**Q:** I know how the volume of a tungsten crystal changes, and I turn that change into a pressure with one fixed bulk modulus. How far can I trust the straight line?

**A:** It can be tested on computed pressures for the same undistorted body-centred cubic crystal at six volumes. Positive pressure means that the crystal is compressed, negative that it is under tension.

Body-centred cubic tungsten at six fixed volumes, computed with Ansatz 0.2.0 using all-electron PAW and the PBE functional, scalar-relativistic and without spin polarisation. The k mesh is 14×14×14 with Fermi–Dirac smearing of 0.08 eV; the plane-wave cutoff is 320 eV for the two smallest cells and 300 eV for the others. Pressure is positive in compression.

```csv
volume (Å³/atom),shortest distance (Å),pressure (GPa)
15.331,2.711,17.406
15.502,2.721,13.420
16.148,2.758,0.090
16.301,2.767,-2.706
16.794,2.794,-10.820
17.279,2.821,-17.669
```

Compare the cells at 15.502 and 16.794 Å³, which lie 4 % below and 4 % above the nearly pressure-free cell at 16.148 Å³. On a straight line their pressures would be almost equal and opposite. The calculation gives 13.42 GPa for the smaller cell and −10.82 GPa for the larger one. The crystal resists squeezing more strongly than it resists stretching by the same amount.

**Q:** Perhaps my bulk modulus is merely a little off. How would I tell a wrong slope from a wrong law?

**A:** Look at the signs of the misses. Draw a line through the two cells nearest zero pressure, at 16.148 and 16.301 Å³, and extend it both ways. A wrong slope would put the line too high at one end and too low at the other. Here it is too low at both: by 2.4 GPa in the smallest cell and by 2.9 GPa in the largest. Equal signs at the two ends mean that the curve bends.

A least-squares line through all six cells hides this, because it spreads the error. It then runs too low at the ends and too high in the middle, and it moves the pressure-free volume up by 0.4 %. A plot of the misses against volume reveals the arch that the fitted slope conceals.

**Q:** Why must it bend in that direction?

**A:** Take the line to its limits. Let $V$ be the volume per atom, $V_0$ its value at zero pressure, $P$ the pressure and $B_0$ the bulk modulus at $V_0$. The line is

$$P=B_0\left(1-\frac{V}{V_0}\right).$$

At vanishing volume it gives $P=B_0$, as if a finite pressure could crush the crystal to nothing. At very large volume it gives a tension that grows without end, although atoms pulled far apart no longer attract each other. In both limits the true pressure lies above the line. That alone does not fix the bend close to $V_0$, but a curve that stays above its tangent throughout is the simplest one that meets both limits. The line is exact only for a vanishing change of volume, where it touches the curve.

There is a second absurdity. The bulk modulus is $B=-V\,dP/dV$, so a constant slope makes $B$ proportional to $V$: the crystal would grow stiffer when stretched. The computed stiffness does the opposite. It falls from 359 GPa between the two smallest cells to 241 GPa between the two largest, and it falls at every step between.

**Q:** The two smallest cells were run with a higher plane-wave cutoff. Could that cause the bend?

**A:** The PAW datasets seem to have changed along with the cutoff, but the bend remains without these two cells. The other four share one cutoff, and between them the stiffness still drops from 296.5 to 240.6 GPa. The pressures also stay consistent across the change of settings: from 15.502 to 16.148 Å³ they give an energy step of −27.2 meV, and the free energy itself changes by −27 meV.

**Q:** What should replace the line?

**A:** A balance of two terms, a push and a pull, which both fade as the atoms move apart. With $v=V/V_0$, write

$$P=A\left(v^{-m}-v^{-n}\right),\qquad m>n>0.$$

The first term is the push and the second the pull; $A$ sets their strength. The push must fade faster, or the crystal would not be stable at $V_0$. Differentiation gives $B_0=A(m-n)$ and, at zero pressure,

$$B'=\frac{dB}{dP}=m+n.$$

Thus $B'$ is positive for any such pair, whereas the straight line corresponds to $B'=-1$. For a small fractional change of volume $x=v-1$, the pressure becomes

$$P\approx -B_0x+\tfrac12B_0(1+B')x^2.$$

The squared term is positive on both sides of $V_0$. It adds to the pressure in compression and takes away from the tension in expansion, which is the pattern in the table.

**Q:** Can I get $B'$ from the table by hand?

**A:** Yes, from the pair at ±4 %. Their difference removes the squared term and leaves the bulk modulus:

$$B_0\approx\frac{13.42+10.82}{2\times0.04}=303\ \text{GPa}.$$

Their sum removes the linear term. After subtracting twice the small pressure of the middle cell, 0.09 GPa, one has

$$13.42-10.82-2\times0.09=2.42\ \text{GPa}=B_0(1+B')x^2.$$

Dividing 2.42 by $303\times0.04^2$ gives $1+B'\approx5.0$, and so $B'\approx4.0$.

That value belongs to a well-known law. If the energy is a parabola in $(V_0/V)^{2/3}-1$, the exponents are $m=7/3$ and $n=5/3$, and their sum is 4. This is the second-order Birch–Murnaghan equation. Fitted to all six cells, it has two adjustable constants, just as the line has, yet it misses by at most about 0.02 GPa where the fitted line misses by up to 1.5 GPa. The cells of the hand estimate were part of that fit, so the two agree as readings of the same data. The analysis printed below shows both fits cell by cell.

**Q:** Does the good fit tell me what the push and the pull are?

**A:** No. Over so narrow a range the curve depends mainly on the sum of the exponents, and other pairs with nearly the same sum would serve almost as well. The electronic levels of the same calculations give a more direct view of the pull. In tungsten much of the bonding comes from overlapping 5d orbitals, which splits the d levels into bonding and antibonding ones. At one point on the boundary of the Brillouin zone, this splitting shrinks from 11.5 eV in the smallest cell to 9.7 eV in the largest. The d overlap does weaken as the crystal expands.

It is tempting to stop there and let the d bond explain everything, but within the two-term law the numbers don't allow it. The splitting falls roughly as $V^{-1.4}$. A bonding energy that followed it would give a pull with $n=2.4$, and since $m$ must exceed $n$, $B'$ would be above 4.8. The computed value is 4.0. A second pull that fades more gently would lower $B'$. The attraction between the ions and the widely spread s and p electrons is a likely candidate, but these calculations do not separate it from the rest.

**Q:** Would another metal bend as much?

**A:** Gold is a useful contrast. Its d shell is full, so the d electrons bond weakly and mostly add a steep repulsion when the atoms are pressed together. Gold is softer than tungsten but is known to have a larger $B'$. For the same fractional change of volume, the straight line is therefore off by a larger fraction of the pressure.

**Q:** Then give me a rule for tungsten.

**A:** Divide the squared term by the linear one. The line's relative error is about $\tfrac12(1+B')$ times the fractional change of volume, which for tungsten is 2.5 times. A 1 % change of volume costs 2.5 % of the linear pressure, and a 4 % change costs 10 %. In compression the line gives too little pressure; in expansion it gives too much tension.

**Q:** If I use the curved law instead, are the pressures right?

**A:** Within the range of the table they are right for the computed crystal, which is not quite the real one. The PBE functional is known to make tungsten too large, by roughly 2 % in volume as I recall. At a volume 2 % below its own equilibrium, the computed curve already stands at about 6 GPa. A real crystal at rest would thus be assigned a pressure of that size. For so small a change of volume, the straight line itself errs by only about 0.3 GPa, so the error in the equilibrium volume matters far more here than the choice of law.

**Q:** Which sign in the table would have warned me?

**A:** None. A curve shifted along the volume axis is as smooth as the right one, and its zero near 16.15 Å³ looks perfectly healthy. The bend can be found by comparing the computed pressures with each other, but the shift shows only against a value from outside the table, such as a measured volume. PBE tends to bind the heavy 5d metals too weakly, which would explain the direction of the shift. These calculations also leave out spin–orbit coupling and the motion of the nuclei, and they treat the 5s and 5p shells as core, so the whole shift should not be charged to the functional.

For your purpose, the remedy is to use ratios. Divide your measured volume by the measured volume at rest, and put that ratio into the curved law as $v$. The false pressure at rest then vanishes, and what remains is mainly the error in the computed stiffness and in its change with pressure.

Output of the analysis:

```
Steps from the row above, and d splitting:
     row  stiffness_GPa  energy_step_from_pressure_meV  free_energy_step_meV  d_splitting_at_H_eV
  15.331            n/a                            n/a                   n/a                11.51
  15.502          359.4                         -16.45                   -16                11.34
  16.148          326.5                         -27.24                   -27                10.71
  16.301          296.5                          1.249                     2                10.57
  16.794          272.3                          20.81                    21                10.14
  17.279          240.6                          43.12                    43                9.738
Fall of stiffness from first to last interval, percent: 33.05
Sum of pressures at -4 and +4 percent less twice the middle one (zero for a line), GPa: 2.42
Bulk modulus from the pair, GPa: 303
Pressure derivative of bulk modulus from the pair: 3.991
fit of pressure on 6 rows: constant 294.5 +/- 13, coefficient of vol -18.15 +/- 0.81; rms 1.1, worst 17.279 -1.5, leave-one-out rms 1.93
fit of pressure on 6 rows: coefficient of (s/vol)**(7/3) - (s/vol)**(5/3) 450.4 +/- 0.24, s 16.15; rms 0.013, worst 17.279 -0.0227, leave-one-out rms 0.018
Prediction less computed pressure in GPa:
     row  line_near_zero_GPa  its_miss  fitted_line_miss  Birch_Murnaghan_miss
  15.331               15.02    -2.386            -1.208             -0.006567
  15.502                11.9    -1.525           -0.3262              -0.01885
  16.148                0.09         0             1.276             -0.006286
  16.301              -2.706         0             1.295              0.007819
  16.794              -11.72   -0.8953            0.4592              0.001248
  17.279              -20.58    -2.909            -1.496              -0.02272
Bulk modulus of the Birch-Murnaghan fit, GPa: 300.3
Zero-pressure volume of the fitted line, A3: 16.22
Its excess over the Birch-Murnaghan volume, percent: 0.4381
Power of inverse volume in the d splitting, end to end: 1.399
Lower bound on the pressure derivative if d bonding alone held the crystal: 4.798
Rough false pressure at a volume 2 percent below the computed equilibrium, GPa: 6.317
```
